# An aluminium signal from a hole that sits on oxygen

Suppose that a hafnium oxide film doped with aluminium traps charge, and that a spin-resonance spectrum of the trap shows a clear splitting from aluminium nuclei. Someone must then decide whether to work on the aluminium atom or on the oxygen atoms around it. It is natural to read a large splitting as a sign that the charge sits on that atom. Ordinary material encourages this reading, because natural aluminium has a nuclear spin and nearly all natural oxygen has none. The calculation assigns the magnetic isotope $^{17}$O to every oxygen site, so it shows both partners.

Ansatz 0.2.0, PBE, plane waves with default PAW datasets, scalar-relativistic, spin-polarised, 420 eV cutoff, 3×3×3 k-point mesh. Neutral 24-atom HfO2 supercell with one Hf replaced by Al, relaxed atomic positions and one unpaired electron. The hyperfine constant is A in H = A I·S, from the contact spin density alone, with the cores allowed to respond.

| atom | distance from the defect (Å) | site moment (muB) | mass number | isotropic hyperfine constant (MHz) |
| --- | --- | --- | --- | --- |
| Al1 | 0.23 | 0.00 | 27 | -14.2 |
| O17 | 1.85 | 0.29 | 17 | -15.0 |
| O10 | 1.93 | 0.03 | 17 | -1.3 |
| O19 | 2.01 | 0.14 | 17 | -9.3 |
| O24 | 2.10 | 0.05 | 17 | -1.8 |
| O13 | 2.57 | 0.11 | 17 | -5.9 |
| Hf6 | 3.33 | 0.00 | 177 | -7.8 |
| Hf8 | 3.38 | 0.00 | 177 | -4.6 |
| Hf5 | 3.38 | 0.00 | 177 | -4.3 |
| Hf4 | 3.39 | 0.00 | 177 | -4.8 |
| Hf7 | 3.39 | 0.00 | 177 | -9.0 |
| Hf3 | 3.43 | 0.00 | 177 | -7.1 |
| O20 | 3.65 | 0.04 | 17 | -2.3 |
| O21 | 3.65 | 0.06 | 17 | -3.9 |
| O22 | 3.74 | 0.04 | 17 | -2.7 |
| O23 | 3.81 | 0.06 | 17 | -4.5 |

Aluminium brings one valence electron fewer than the hafnium it replaces. The neutral defect therefore has a hole, and with it one unpaired electron spin. The constants are computed at relaxed atomic positions, with a plane-wave cutoff of 420 eV. The site moment $m$ is the surplus of majority over minority spin close to an atom. The isotropic hyperfine constant $A$ measures something narrower: the spin density exactly at the nucleus, multiplied by the magnetic strength of that nucleus.

Three explanations of the constants compete. The first is that the spin cloud is centred on the defect and fades with distance. The second is that the constant measures how much of the hole sits on the atom in question. The third is that an atom without any share of the hole responds to spin on its neighbours.

## The first row: aluminium

The aluminium row seems to favour distance. The atom is the one closest to the centre of the defect, and its constant of −14.2 MHz is almost the largest in the table. Yet its site moment is 0.00, so whatever produces the constant, it is not a hole residing on aluminium. Either closeness alone matters, or aluminium is responding to spin held elsewhere.

## The near oxygens: distance fails

The next rows put closeness to the test. O10 lies only 0.08 Å farther out than O17, yet its constant is about twelve times smaller. O19 is farther out again, and there the constant recovers to −9.3 MHz. In a smooth decay, the constant can't recover farther out.

The distances are counted from a point 0.23 Å away from the aluminium atom, so they aren't aluminium–oxygen bond lengths, and the order of these three oxygens could differ as seen from aluminium. That doesn't rescue distance. O13 lies 0.64 Å farther out than O10, more than such an offset can reverse, and it too has a much larger constant.

Small contact spin densities are uncertain by about their own size in such calculations, and O10 is a small one. Doubling its constant would give −2.6 MHz, still less than a third of the value at O19. The irregularity therefore survives a generous allowance for error. It also occurs close to the defect, where the limited size of the simulated cell matters least.

A least-squares fit to the nine oxygen rows confirms the impression. An exponential decay with adjustable height and decay length leaves a root-mean-square miss of 3.7 MHz. Giving every oxygen the same average constant leaves 4.2 MHz. Knowing the distance thus improves the guess very little.

## The same oxygens: the hole's share succeeds

The site moments show what distance misses. O17 has 0.29 μB, O19 has 0.14 μB and O10 only 0.03 μB, and their constants fall in the same order. O13 fits the pattern too: it is the most distant of the five inner oxygens, yet it has the third-largest moment and the third-largest constant among the oxygens.

The physical reason starts from the kind of orbital that holds the hole. The top of the valence band in such an oxide is built mainly from oxygen 2p orbitals, and a p orbital vanishes at its own nucleus. The unpaired p electron still acts on the s electrons of the same atom, because exchange favours electrons of equal spin. The two spin directions of the s shells then take slightly different shapes and no longer cancel at the nucleus.

This imbalance grows in proportion to the unpaired p spin as long as it is small. There is also a second route: in a lopsided surrounding, the hole's orbital can contain some s character of its own. This part is proportional to the hole's share only if the s character is similar at every oxygen. The table gives only the sum of the two, so it can't tell how much each contributes.

In symbols, the constant is

$$A = C\,g_n\,\rho_s(0),$$

where $\rho_s(0)$ is the spin density at the nucleus, $g_n$ is the nuclear g factor and $C$ is a positive constant common to all sites. For oxygens that are alike in this respect, the argument above gives $\rho_s(0)$ proportional to $m$. Since $g_n$ is the same for every $^{17}$O nucleus, the result is simply

$$A = c\,m .$$

The theory gives the form of this rule, and the table must supply $c$. A least-squares line through the origin, using the nine oxygen rows, gives about −55 MHz per μB. Its root-mean-square miss is 0.85 MHz, less than a quarter of that of the distance curve, although it has one adjustable number instead of two. On oxygen, then, the numbers clearly favour the hole's share over distance.

O19 makes an honest worked example, because it is one of the worst-fitting oxygens. Its moment of 0.14 μB gives

$$A \approx -55 \times 0.14 \approx -7.7\ \text{MHz}.$$

The calculation gives −9.3 MHz, so the rule falls short by about a sixth of the computed value. This row was part of the fit, so the example shows how closely the rule describes the data and is no independent prediction. Using the moment with more digits closes only a small part of the gap. A larger s character in the hole's orbital at O19 could explain the rest, but that is a guess.

The size of each oxygen's share needs more caution than the rule that links share to constant. Semilocal functionals such as the one used here spread holes on oxygen too far. In the well-known case of aluminium in quartz, they distribute over several oxygens a hole that experiment finds on one. In this cell the filled and empty bands also overlap slightly, so the hole doesn't occupy a separate level of its own. The 0.29 μB on O17, and its constant with it, should therefore not be taken as a forecast for a real trapped hole. Nor is −55 MHz per μB a calibration for measured spectra, because it rests partly on the polarisation of inner shells, which such functionals underestimate.

## The hafnium rows: the oxygen rule stops

The six hafnium rows show where this success ends. Their site moments are 0.00, like that of aluminium, so the oxygen rule would give them constants of practically zero. They have between −4.3 and −9.0 MHz instead. These metals, which were left out of the fit because their nuclei and s shells differ from those of oxygen, need the third explanation.

The sign of the constants gives the clue, once the nuclei are taken into account. The g factor of $^{17}$O is negative, whereas those of $^{27}$Al and $^{177}$Hf are positive. A negative constant therefore means majority spin at an oxygen nucleus but minority spin at a metal nucleus. The column looks uniform in sign, yet it contains two opposite kinds of spin.

This also removes the apparent success of distance at aluminium. Extended to the aluminium row, the decay curve fitted to the oxygens gives about −17 MHz, not far from the computed −14.2 MHz. But a cloud of majority spin that reached the aluminium nucleus would make its constant positive. The agreement in size is an accident.

Minority spin is what a chemical bond should deliver to the metal. A metal–oxygen bond holds a pair of electrons with opposite spins. If the oxygen also has an unpaired majority spin, exchange draws the majority partner of the pair slightly towards the oxygen. The minority partner is then left with slightly more weight on the metal, where s orbitals carry part of it to the nucleus.

The calculation supports the sign of this picture. With more digits than the table prints, the site moments of aluminium and of the six hafnium atoms are all slightly negative, between −0.001 and −0.004 μB. The bond mechanism itself is argued from theory. A direct test would ask whether each metal's constant follows the spin on the oxygens bonded to it, and that needs metal–oxygen distances, which the table doesn't have.

How can such tiny moments produce constants of several megahertz? The site moment counts spin throughout the region around an atom, while the constant samples a single point. Electrons in s orbitals have their highest density at that point, and a far higher one in a heavy atom such as hafnium. A slight imbalance between their two spin directions is then enough.

Dividing each constant by its nuclear g factor makes the elements comparable. With rough recalled g factors of −0.76 for oxygen, 1.5 for aluminium and 0.23 for hafnium, the spin density at the aluminium nucleus is about half that at O17, with opposite sign. At the hafnium nuclei it is one to two times that at O17, again opposite. Hafnium's constants look modest only because its nucleus is a weak magnet.

These metal values are at best a guide to sign and order of magnitude. Each comes from a slight imbalance between large s densities, so its error can be about as large as the value itself. The values also depend on the polarisation of inner shells, which semilocal functionals underestimate. Spin–orbit coupling, which matters for an atom as heavy as hafnium, is also missing. The difference between −4.3 and −9.0 MHz shouldn't be read as a map of which hafnium lies nearest to the hole either, because the table has no distances from hafnium to the oxygens that hold the spin.

## The outer oxygens: small shares, small constants

The last four rows return to oxygen, and the oxygen rule holds again in broad terms. Their moments lie between 0.04 and 0.06 μB, for which the rule gives roughly −2 to −3 MHz. The computed constants run from −2.3 to −4.5 MHz, so the rule has the right scale but tends to fall short. The values are too small for their order within the group to mean much.

These rows shouldn't be used to judge how far the hole extends in a real film. The repeated cell is so small that the four oxygens lie more than half of its shortest edge from the defect. They therefore feel its periodic copies as well as the defect itself, and the hafnium atoms, about halfway to a copy, do so too. The functional's habit of spreading holes too far may add to the spin found here.

For the film, the practical rule is to ask what kind of atom gives the signal before asking how strong it is. On oxygen, the size of the isotropic constant follows the atom's share of the hole much better than its distance from the centre of the defect. A real oxygen signal also has a part that depends on direction, large for a hole in a p orbital, which the table leaves out. On aluminium or hafnium, a constant of this size can come from a hole that sits on the oxygens next door. An aluminium splitting of this size therefore shows that the trap is near aluminium, but not that the charge sits on the aluminium atom itself. An unpaired electron in an s orbital of aluminium would be expected to give a far larger one.
